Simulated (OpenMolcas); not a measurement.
SnSiH6O (SMILES [SiH3][O][SnH3]): methods side by side

The species is SnSiH6O (9 atoms), meant as a singlet with charge 0. SMILES: `[SiH3][O][SnH3]`. The coordinates come from a PBE0-D4/def2-TZVP relaxation.

```xyz
9

Si   -0.7075    1.1063   -0.9618
O     0.5496    0.2327   -0.4110
Sn    0.8371   -1.1457    0.9564
H    -1.7860    0.2281   -1.5020
H    -0.2330    2.0041   -2.0464
H    -1.3096    1.9374    0.1212
H     2.4937   -1.4998    0.8299
H    -0.1660   -2.4609    0.5447
H     0.4101   -0.4484    2.4520
```

Each level gives the energy change with the Si1–H5 bond stretched from 1.486 to 2.674 Å (eV). The values are calculated.

```
                                        level                 kind     program  value (eV)  CPU time (all runs)
  BLYP/def2-SVP (core potential) (restricted)                  GGA  OpenMolcas        2.88                 98 s
 M06-L/def2-SVP (core potential) (restricted)             meta-GGA  OpenMolcas        3.24              2.1 min
  TPSS/def2-SVP (core potential) (restricted)             meta-GGA  OpenMolcas        3.14              2.3 min
 B3LYP/def2-SVP (core potential) (restricted)        global hybrid  OpenMolcas        3.15                 87 s
M06-2X/def2-SVP (core potential) (restricted)      hybrid meta-GGA  OpenMolcas        3.40              1.8 min
  PBE0/def2-SVP (core potential) (restricted)        global hybrid  OpenMolcas        3.24                 83 s
B2PLYP/def2-SVP (core potential) (restricted)        double hybrid  OpenMolcas        3.30                 66 s
   MP2/def2-SVP (core potential) (restricted)  perturbation theory  OpenMolcas        3.50                 18 s
```

The first shape isn't each level's own minimum. The values span 2.88 to 3.50 eV. In the correlated wave-function rows the outer d shell of Sn is correlated, in sets not made for it. CPU times are rough (shared hosts, several kinds of processor): they show what a rung costs within a factor of a few.

Stretching the Si–H bond costs roughly the same at most levels, with BLYP lowest at 2.88 eV and MP2 highest at 3.50 eV. The cost reflects the loss of overlap between the roughly sp³ silicon hybrid and the hydrogen 1s orbital. As the σ and σ* levels approach each other, the singlet takes on diradical character, which a closed-shell determinant describes poorly because it retains too much ionic H⁻/H⁺ character.

The energy rises from BLYP through B3LYP to B2PLYP, and from M06-L to M06-2X, probably because exact exchange penalises this restricted description more than semilocal exchange does. The type of functional alone does not fix the order, however: M06-L matches PBE0 at 3.24 eV, and TPSS lies almost level with B3LYP.

Agreement among the middle entries is therefore no proof of accuracy, since they share the same closed-shell constraint. The numbers describe a partly broken bond and should not be read as Si–H dissociation energies, which refer to separated, relaxed radicals.
